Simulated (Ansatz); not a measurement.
# A series in volume scale on Sc3InC

Results calculated with Ansatz 0.2.0, not measured. Free energy against uniform scaling of the volume at fixed shape and fractions; periodic cell, basis, potentials, k mesh and filling as listed.

The cell before it is scaled or strained (space group Pm-3m, No. 221):
```
CELL_PARAMETERS angstrom
4.55060 0.00000 0.00000
0.00000 4.55060 0.00000
0.00000 0.00000 4.55060
ATOMIC_POSITIONS crystal
Sc 0.50000 0.00000 0.50000
Sc 0.00000 0.50000 0.50000
Sc 0.50000 0.50000 0.00000
In 0.00000 0.00000 0.00000
C 0.50000 0.50000 0.50000
```

Settings of every row: functional PBEsol; dispersion none; potentials PAW; wave cutoff 500 eV; density cutoff 2000 eV; k mesh 5x5x5; k shift 0x0x0; occupations fermi dirac; smearing width 0.3 eV; spin none; SCF threshold exponent -6.

Limits: coarse k mesh, up to 40 meV an atom off; wide smearing; the cell comes from a prototype or a list of computed structures and needn't be the stable phase.

```
row  volume scale  V (Å³/atom)  energy above lowest point (meV/atom)
  1          0.92       17.339                                  19.2
  2        0.9467       17.842                                   4.6
  3        0.9733       18.344                                     0
  4             1       18.847                                   4.2
  5        1.0267        19.35                                    16
  6        1.0533       19.851                                     ?
  7          1.08       20.354                                  58.5
```

Question: what energy above lowest point should row 6 give?

Worked fit of energy above lowest point. Take u = (V_r/V)^(2/3) − 1 with V_r = 18.596 Å³ an atom, which is twice the finite (Eulerian) strain; such expansions in the strain, on which the Birch-Murnaghan equation of state is built, carry the rest volume and the bulk modulus. The shown rows have u = 0.04776, 0.02798, 0.00914, -0.0089, -0.02615, -0.05844. Least squares give energy above lowest point = 1.1 − 233.4 × u + 12817 × u² meV/atom; a straight line predicts inner rows, each left out in turn, worse (root mean square 14 against 0.037 meV/atom). All shown rows lie on it to the printed digit. Its lowest point lies at u = 0.0091, or V = 18.34 Å³ an atom, and the curvature there gives the bulk modulus at fixed shape and fractions, B = (4/9)(1 + u)² E″(u)/V = 101 GPa. The withheld row has u = -0.0426, so the fit gives 1.1 − 233.4 × (-0.0426) + 12817 × (-0.0426)² = 34.3 meV/atom.

The calculation gave 34.4 meV/atom. The fit lies 0.1 meV/atom (0.17 % of the column's range) below it, one unit of the last digit.
